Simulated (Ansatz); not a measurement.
# MgS: the change of energy above lowest point and pressure with volume scale

Free energy against uniform scaling of the volume at fixed shape and fractions; periodic cell, basis, potentials, k mesh and filling as listed. The results are calculated, by Ansatz 0.2.0.

The cell before it is scaled or strained (space group P6_3mc, No. 186):
```
cell vectors (Å)
   4.0346     0.0000     0.0000
  -2.0173     3.4941     0.0000
   0.0000     0.0000     6.4323
atoms (fractions of the cell vectors)
Mg  0.66667  0.33333  0.49576
Mg  0.33333  0.66667  0.99576
S   0.33333  0.66667  0.37924
S   0.66667  0.33333  0.87924
```

Settings of every row: functional LDA; dispersion none; potentials PAW; wave cutoff 500 eV; density cutoff 2000 eV; k mesh 6x6x4; k shift 0x0x0; occupations fixed; smearing width 0 eV; spin none.

Limits: the cell comes from a prototype or a list of computed structures and needn't be the stable phase.

| row | volume scale | V (Å³/atom) | energy above lowest point (meV/atom) | pressure (GPa) |
| --- | --- | --- | --- | --- |
| 1 | 0.92 | 20.856 | 9.2 | 3.18 |
| 2 | 0.9467 | 21.461 | 1.1 | 1.18 |
| 3 | 0.9733 | 22.064 | 0 | -0.56 |
| 4 | 1 | 22.67 | 5 | -2.08 |
| 5 | 1.0267 | 23.275 | 15.4 | -3.39 |
| 6 | 1.0533 | 23.878 | ? | ? |
| 7 | 1.08 | 24.483 | 49.5 | -5.53 |

Question: what energy above lowest point and pressure should row 6 give?

Worked fit of energy above lowest point. Take u = (V_r/V)^(2/3) − 1 with V_r = 22.367 Å³ an atom, which is twice the finite (Eulerian) strain; such expansions in the strain, on which the Birch-Murnaghan equation of state is built, carry the rest volume and the bulk modulus. The shown rows have u = 0.04773, 0.02795, 0.00913, -0.00893, -0.02618, -0.05848. Least squares give energy above lowest point = 1.78 − 280.9 × u + 9147 × u² meV/atom; a straight line predicts inner rows, each left out in turn, worse (root mean square 10 against 0.027 meV/atom). All shown rows lie on it to the printed digit. Its lowest point lies at u = 0.0154, or V = 21.86 Å³ an atom, and the curvature there gives the bulk modulus at fixed shape and fractions, B = (4/9)(1 + u)² E″(u)/V = 61.4 GPa. Letting shape and atoms relax would as a rule lower it, by much in layered, chain or molecular crystals. The withheld row has u = -0.04264, so the fit gives 1.78 − 280.9 × (-0.04264) + 9147 × (-0.04264)² = 30.4 meV/atom.

The calculation gave 30.4 meV/atom. The fit meets it to the printed digit.

Worked fit of pressure. Take u = (V_r/V)^(2/3) − 1 with V_r = 22.367 Å³ an atom, which is twice the finite (Eulerian) strain; such expansions in the strain, on which the Birch-Murnaghan equation of state is built, carry the rest volume and the bulk modulus. The shown rows have u = 0.04773, 0.02795, 0.00913, -0.00893, -0.02618, -0.05848. Least squares give pressure = −1.343 + 84.28 × u + 217.9 × u² GPa; a straight line predicts inner rows, each left out in turn, worse (root mean square 0.24 against 0.0086 GPa). The rows lie off it by 0.00, 0.00, 0.00, 0.00, 0.01, 0.00. The pressure vanishes at u = 0.0153, or V = 21.86 Å³ an atom, and there the bulk modulus at fixed shape and fractions is B = −V dP/dV = (2/3)(1 + u) dP/du = 61.6 GPa. Letting shape and atoms relax would as a rule lower it, by much in layered, chain or molecular crystals. The withheld row has u = -0.04264, so the fit gives −1.343 + 84.28 × (-0.04264) + 217.9 × (-0.04264)² = -4.54 GPa.

The calculation gave -4.54 GPa. The fit meets it to the printed digit.
